**Orbital energy against energy difference in InH₄⁻: exact exchange, relaxation and correlation**

The table holds the vertical detachment energy and the HOMO and LUMO levels of tetrahedral InH₄⁻ from PBE, PBE0, HF, MP2 and CCSD(T), computed with PySCF in def2-TZVPD with a core potential, at one PBE0 geometry and without spin-orbit coupling. The program tests the model D = I + ε(HOMO) = (1 − a)S − R, with a the share of exact exchange, compares S with crude self-repulsion estimates, and extends the PBE–PBE0 step linearly to a = 1. A least-squares fit to the three self-consistent rows gives S = 4.27 eV and R = 1.21 eV with misfits up to 0.06 eV, and the D of PBE0 computed from PBE and HF alone is off by 0.10 eV. The MP2 correlation energies add 0.595 eV to the HF detachment energy, 92 % of it from opposite-spin pairs. HF lies 0.94 eV below the extended line in detachment energy, more than the MP2 shift, but the line keeps the PBE correlation functional, whose contribution need not match that of MP2.

Singlet InH₄⁻ (tetrahedral, In–H 1.79 Å) in the gas phase, computed with PySCF 2.14.0 at a single PBE0 geometry, with the def2-TZVPD basis, a 28-electron core potential on In, density fitting and no spin-orbit coupling. Ionisation energies are vertical differences of total energies, with an unrestricted neutral; MP2 and CCSD(T) use frozen cores.

## Numerical check

```python
# Table: InH4- (tetrahedral, PBE0 geometry), PySCF, def2-TZVPD + ECP, no spin-orbit: vertical
# detachment energy (energy difference), HOMO and LUMO for PBE, PBE0, HF, MP2, CCSD(T).
# Tested: D = IE + HOMO = (1-a)*J/2 - R (a = exact-exchange share), the size of J/2,
# the rival 'exact exchange alone' line, and correlation as the cause of HF's low IE.
T = {
    'method': ['PBE', 'PBE0', 'HF', 'CCSD(T)', 'MP2'],
    'exx': [0, 25, 100, None, None],  # %
    'ie': [4.2, 4.36, 3.9, 4.47, 4.5],  # eV
    'homo': [-1.19, -2.31, -5.13, None, None],  # eV
    'lumo': [3.21, 3.6, 4.58, None, None],  # eV
}
import numpy as np
from scipy.constants import physical_constants as pc, e, epsilon_0, pi
Ha = pc['Hartree energy in eV'][0]
k = e/(4*pi*epsilon_0)*1e10  # eV*Angstrom
ie = dict(zip(T['method'], T['ie'])); ho = dict(zip(T['method'], T['homo']))
lu = dict(zip(T['method'], T['lumo'])); ex = dict(zip(T['method'], T['exx']))
ref = ie['CCSD(T)']; M = ['PBE', 'PBE0', 'HF']  # MP2, CCSD(T) have no own orbital levels
print("rounding floor: 0.005 eV per entry, up to 0.01 eV per sum or difference")
for m in T['method']:
    print(f"{m}: IE-CCSD(T) = {ie[m]-ref:+.2f} eV ({100*(ie[m]-ref)/ref:+.1f} %)")
for m in M:
    print(f"{m}: -HOMO-CCSD(T) = {-ho[m]-ref:+.2f} eV, D = IE+HOMO = {ie[m]+ho[m]:+.2f} eV")
sp = lambda d, L: max(d[m] for m in L)-min(d[m] for m in L)
print(f"spread: IE all {sp(ie,T['method']):.2f}, IE SCF rows {sp(ie,M):.2f}, HOMO {sp(ho,M):.2f}, LUMO {sp(lu,M):.2f} eV")
print(f"HOMO spread / IE spread (SCF rows) {sp(ho,M)/sp(ie,M):.1f}; HOMO / LUMO spread {sp(ho,M)/sp(lu,M):.1f}")
a = np.array([ex[m]/100 for m in M]); D = np.array([ie[m]+ho[m] for m in M])
s, c = np.polyfit(1-a, D, 1)
print(f"fit D=(1-a)S-R: S = {s:.2f} eV, R = {-c:.2f} eV, D=0 at a = {100*(1+c/s):.0f} %")
for m, x, d in zip(M, a, D):
    print(f"  {m}: model {s*(1-x)+c:+.2f}, table-model {d-s*(1-x)-c:+.2f} eV")
p = D[2]+(1-a[1])*(D[0]-D[2])
print(f"PBE0 D from PBE-HF line: {p:.2f} eV, table-model {D[1]-p:+.2f} eV")
s1 = (D[0]-D[1])/(a[1]-a[0]); s2 = (D[1]-D[2])/(a[2]-a[1])
print(f"local slopes: PBE-PBE0 {s1:.2f}, PBE0-HF {s2:.2f}, PBE-HF {D[0]-D[2]:.2f} eV per unit a")
print(f"D=0 at a = {100*D[0]/s1:.0f} % (PBE-PBE0 line), {100*(a[1]+D[1]/s2):.0f} % (PBE0-HF line)")
# geometry (Angstrom) typed from the further outputs of the same runs
H = np.array([[1.46, 0, 1.03], [-1.46, 0, 1.03], [0, 1.46, -1.03], [0, -1.46, -1.03]])
r = np.linalg.norm(H[0]); U = 5/8*Ha  # self-Coulomb integral of a hydrogen 1s orbital
inv = sum(1/np.linalg.norm(H[i]-H[j]) for i in range(4) for j in range(4) if i != j)
est = {'shell e2/2r': k/(2*r), 'four H 1s': 0.5*(U/4+k*inv/16), 'one H 1s': U/2}
print(f"r(In-H) = {r:.2f} A, H-H = {np.linalg.norm(H[0]-H[1]):.2f} A")
for n, v in est.items():
    res = D-((1-a)*v+D[2])
    print(f"crude J/2 {n}: {v:.1f} eV, S/est {s/v:.2f}; R from HF, misfit PBE {res[0]:+.2f}, PBE0 {res[1]:+.2f} eV")
print("rival: straight line PBE->PBE0 carried to a=1 (rounding up to 0.035 eV)")
for n, d in (('IE', ie), ('HOMO', ho), ('LUMO', lu)):
    sl = (d['PBE0']-d['PBE'])/(a[1]-a[0]); x = d['PBE']+sl
    print(f"  {n}: step {d['PBE0']-d['PBE']:+.2f}, slope {sl:+.2f}, a=1 {x:+.2f}, HF-line {d['HF']-x:+.2f} eV")
# MP2 correlation (hartree; anion, neutral) and neutral <S2> typed from the further outputs
corr = {'total': (-0.32984, -0.30798), 'same spin': (-0.095157, -0.093441), 'opposite spin': (-0.23468, -0.21454)}
dc = {n: (v[1]-v[0])*Ha for n, v in corr.items()}
for n, v in dc.items():
    print(f"MP2 correlation added to IE, {n}: {v:.3f} eV ({100*v/dc['total']:.0f} %)")
print(f"correlation loss as share of anion MP2 correlation: {100*(1-corr['total'][1]/corr['total'][0]):.1f} %")
print(f"table MP2-HF {ie['MP2']-ie['HF']:.2f}, CCSD(T)-HF {ref-ie['HF']:.2f}, PBE0-HF {ie['PBE0']-ie['HF']:.2f} eV")
print(f"HF Koopmans {-ho['HF']:.2f} - relaxation {-D[2]:.2f} + correlation {ref-ie['HF']:.2f} = {ref:.2f} eV (identity)")
print(f"neutral <S2> excess over 0.75: PBE0 {0.77686-0.75:.3f}, UHF {0.85744-0.75:.3f}")
assert ho['PBE'] > ho['PBE0'] > ho['HF'] and D[0] > D[1] > 0 > D[2]
assert ie['HF'] == min(T['ie']) and all(lu[m] > 0 for m in M)
assert abs(dc['total']-(ie['MP2']-ie['HF'])) < 0.015
assert 0.5 < s/est['shell e2/2r'] < 2
```

Running it gives:

```
rounding floor: 0.005 eV per entry, up to 0.01 eV per sum or difference
PBE: IE-CCSD(T) = -0.27 eV (-6.0 %)
PBE0: IE-CCSD(T) = -0.11 eV (-2.5 %)
HF: IE-CCSD(T) = -0.57 eV (-12.8 %)
CCSD(T): IE-CCSD(T) = +0.00 eV (+0.0 %)
MP2: IE-CCSD(T) = +0.03 eV (+0.7 %)
PBE: -HOMO-CCSD(T) = -3.28 eV, D = IE+HOMO = +3.01 eV
PBE0: -HOMO-CCSD(T) = -2.16 eV, D = IE+HOMO = +2.05 eV
HF: -HOMO-CCSD(T) = +0.66 eV, D = IE+HOMO = -1.23 eV
spread: IE all 0.60, IE SCF rows 0.46, HOMO 3.94, LUMO 1.37 eV
HOMO spread / IE spread (SCF rows) 8.6; HOMO / LUMO spread 2.9
fit D=(1-a)S-R: S = 4.27 eV, R = 1.21 eV, D=0 at a = 72 %
  PBE: model +3.06, table-model -0.05 eV
  PBE0: model +1.99, table-model +0.06 eV
  HF: model -1.21, table-model -0.02 eV
PBE0 D from PBE-HF line: 1.95 eV, table-model +0.10 eV
local slopes: PBE-PBE0 3.84, PBE0-HF 4.37, PBE-HF 4.24 eV per unit a
D=0 at a = 78 % (PBE-PBE0 line), 72 % (PBE0-HF line)
r(In-H) = 1.79 A, H-H = 2.92 A
crude J/2 shell e2/2r: 4.0 eV, S/est 1.06; R from HF, misfit PBE +0.21, PBE0 +0.26 eV
crude J/2 four H 1s: 4.0 eV, S/est 1.07; R from HF, misfit PBE +0.26, PBE0 +0.30 eV
crude J/2 one H 1s: 8.5 eV, S/est 0.50; R from HF, misfit PBE -4.26, PBE0 -3.10 eV
rival: straight line PBE->PBE0 carried to a=1 (rounding up to 0.035 eV)
  IE: step +0.16, slope +0.64, a=1 +4.84, HF-line -0.94 eV
  HOMO: step -1.12, slope -4.48, a=1 -5.67, HF-line +0.54 eV
  LUMO: step +0.39, slope +1.56, a=1 +4.77, HF-line -0.19 eV
MP2 correlation added to IE, total: 0.595 eV (100 %)
MP2 correlation added to IE, same spin: 0.047 eV (8 %)
MP2 correlation added to IE, opposite spin: 0.548 eV (92 %)
correlation loss as share of anion MP2 correlation: 6.6 %
table MP2-HF 0.60, CCSD(T)-HF 0.57, PBE0-HF 0.46 eV
HF Koopmans 5.13 - relaxation 1.23 + correlation 0.57 = 4.47 eV (identity)
neutral <S2> excess over 0.75: PBE0 0.027, UHF 0.107
```
